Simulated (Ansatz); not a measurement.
## 4 guesses for Cd₄S and where they end

All numbers below come from Ansatz 0.2.0, DFT PBE, scalar-relativistic, plane waves, PAW. Settings: cutoff 420 eV, Γ-centred meshes spaced at most about 0.3 Å⁻¹, and about 0.25 Å⁻¹ or finer for metals (2π included), Gaussian smearing. No spin polarisation in the final relaxations.

Each guess was relaxed in cell and atoms at zero pressure, within the symmetry of its start. These are static total energies at zero pressure. Coordination counts Cd atoms around S (those within 1.25 times the shortest such distance or 1.15 times the sum of covalent radii; the shortest distance is added where it is long for a bond).

```
guess    made from  start group  V start (Å³/atom)  end group  V end (Å³/atom)  coordination at the end  gap on mesh (eV)  E over the lowest end (meV/atom)
    1  random cell       P6/mmm               17.6          ?                ?                        ?                 ?                                 ?
    2   Hg4Pt type        Im-3m               22.9      Im-3m             26.5                      S 8                 0                                60
    3  random cell       P6/mmm               28.3     P6/mmm             31.3                      S 2                 0                                16
    4  random cell       P4/mmm               29.1     P4/mmm             34.9                      S 4                 0                                 0
```

Guess 1 as it starts:

```
Cd S
1.0
     4.91096    0.00000    0.00000
    -2.45548    4.25301    0.00000
     0.00000    0.00000    4.22060
Cd S
4 1
Direct
  0.33333 0.66667 0.00000
  0.66667 0.33333 0.00000
  0.33333 0.66667 0.50000
  0.66667 0.33333 0.50000
  0.00000 0.00000 0.00000
```

Task: Predict the end of this guess and its energy over the lowest end.

Result: It ends in space group P6/mmm (No. 191), with a = 5.110 Å, c = 5.995 Å, 27.1 Å³/atom and no gap. It lies 29 meV/atom over the lowest end, above guess 3 and below guess 2. Counting Cd atoms around S, this end has S 6 from 3.0 Å and the lowest (guess 4) has S 4.

```xyz
5
Lattice="5.1100 0.0000 0.0000 -2.5550 4.4254 0.0000 0.0000 0.0000 5.9949" Properties=species:S:1:pos:R:3 pbc="T T T"
Cd    0.0000    2.9503    0.0000
Cd    2.5550    1.4751    0.0000
Cd    0.0000    2.9503    2.9974
Cd    2.5550    1.4751    2.9974
S     0.0000    0.0000    0.0000
```

The zero of energy is the elements' standard structures at the same level; no fitted shifts are applied.

Task: Is the lowest end bound against the elements?

Result: No: its formation energy is +0.12 eV/atom. A positive value: parting into the elements would lower its energy.

The k mesh leaves some 4 meV/atom of noise in the energy of each metallic cell. A magnetic state wasn't ruled out in cells without spin, among them P6/mmm at 31.3 Å³/atom. The reference form of S is held partly by dispersion forces, which this level lacks. Cells relaxed within their symmetry can be saddle points. A lower structure may well exist outside this small set. Some candidate types were left out of the draw beforehand, so a known form may be missing.

The four ends fall in energy as their volume grows, so dense packing of Cd around S isn't favoured here. Coordination alone doesn't give the order: the energy falls from eightfold to sixfold to fourfold S, but the twofold end breaks the sequence by lying above the fourfold one. A likely reason is that S gains most from a few short, polar bonds, while high coordination stretches them. In the end from guess 1, S sits in a flat hexagon of Cd at 3.0 Å, well beyond a normal Cd–S bond.

The absence of a gap fits the electron count. Sulfide formation takes up the valence s electrons of only one Cd per S, leaving the rest to fill metallic states. The positive formation energy doesn't mean that Cd and S fail to react, since CdS is a well-known stable semiconductor with tetrahedral coordination. It suggests instead that these Cd-rich arrangements gain too little from Cd–S bonding to repay the disruption of the metal. CdS alongside excess Cd is the expected outcome at this composition.
